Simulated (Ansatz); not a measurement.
C: pressure and energy above lowest point as volume scale varies

Free energy against uniform scaling of the volume at fixed shape and fractions; periodic cell, basis, potentials, k mesh and filling as listed. The results are calculated, by Ansatz 0.2.0.

The cell before it is scaled or strained (space group R-3m, No. 166):
```
CELL_PARAMETERS angstrom
1.23320 0.71200 8.28260
-1.23320 0.71200 8.28260
0.00000 -1.42400 8.28260
ATOMIC_POSITIONS crystal
C 0.91283 0.91283 0.91283
C 0.24615 0.24615 0.24615
C 0.75385 0.75385 0.75385
C 0.08717 0.08717 0.08717
```

Settings of every row: functional r2SCAN; dispersion none; potentials PAW; wave cutoff 550 eV; density cutoff 2200 eV; k mesh 11x11x11; k shift 0x0x0; occupations fermi dirac; smearing width 0.15 eV; spin none.

Limits: a layered crystal: even scaling strains the bonds within the layers, so this curve is stiffer than the crystal under pressure; the cell comes from a prototype or a list of computed structures and needn't be the stable phase.

| row | volume scale | V (Å³/atom) | pressure (GPa) | energy above lowest point (meV/atom) |
| --- | --- | --- | --- | --- |
| 1 | 0.94 | 10.254 | 12.27 | 18.4 |
| 2 | 0.96 | 10.472 | 6.67 | 5.6 |
| 3 | 0.98 | 10.69 | 1.56 | 0 |
| 4 | 1 | 10.909 | ? | ? |
| 5 | 1.02 | 11.127 | -7.33 | 8.2 |
| 6 | 1.04 | 11.345 | -11.21 | 20.9 |
| 7 | 1.06 | 11.563 | -14.74 | 38.6 |

Question: what pressure and energy above lowest point should row 4 give?

Worked fit of pressure. Take u = (V_r/V)^(2/3) − 1 with V_r = 10.909 Å³ an atom, which is twice the finite (Eulerian) strain; such expansions in the strain, on which the Birch-Murnaghan equation of state is built, carry the rest volume and the bulk modulus. The shown rows have u = 0.04214, 0.02763, 0.01361, -0.0131, -0.02579, -0.03807. Least squares give pressure = −3.101 + 332.74 × u + 733.2 × u² + 645 × u³ GPa; a parabola predicts inner rows, each left out in turn, worse (root mean square 0.018 against 0.01 GPa). The rows lie off it by 0.00, 0.00, -0.01, 0.01, 0.00, 0.00. The pressure vanishes at u = 0.0091, or V = 10.76 Å³ an atom, and there the bulk modulus at fixed shape and fractions is B = −V dP/dV = (2/3)(1 + u) dP/du = 233 GPa. Letting shape and atoms relax would as a rule lower it, by much in layered, chain or molecular crystals. The withheld row has u = 0, so the fit gives −3.101 + 332.74 × (0) + 733.2 × (0)² + 645 × (0)³ = -3.10 GPa.

The calculation gave -3.09 GPa. The fit lies 0.01 GPa (0.037 % of the column's range) below it, one unit of the last digit.

Worked fit of energy above lowest point. Take u = (V_r/V)^(2/3) − 1 with V_r = 10.909 Å³ an atom, which is twice the finite (Eulerian) strain; such expansions in the strain, on which the Birch-Murnaghan equation of state is built, carry the rest volume and the bulk modulus. The shown rows have u = 0.04214, 0.02763, 0.01361, -0.0131, -0.02579, -0.03807. Least squares give energy above lowest point = 1.08 − 315 × u + 17435 × u² − 4819 × u³ meV/atom; a parabola predicts inner rows, each left out in turn, worse (root mean square 0.11 against 0.028 meV/atom). All shown rows lie on it to the printed digit. Its lowest point lies at u = 0.0091, or V = 10.76 Å³ an atom, and the curvature there gives the bulk modulus at fixed shape and fractions, B = (4/9)(1 + u)² E″(u)/V = 233 GPa. Letting shape and atoms relax would as a rule lower it, by much in layered, chain or molecular crystals. The withheld row has u = 0, so the fit gives 1.08 − 315 × (0) + 17435 × (0)² − 4819 × (0)³ = 1.1 meV/atom.

The calculation gave 1.1 meV/atom. The fit meets it to the printed digit.
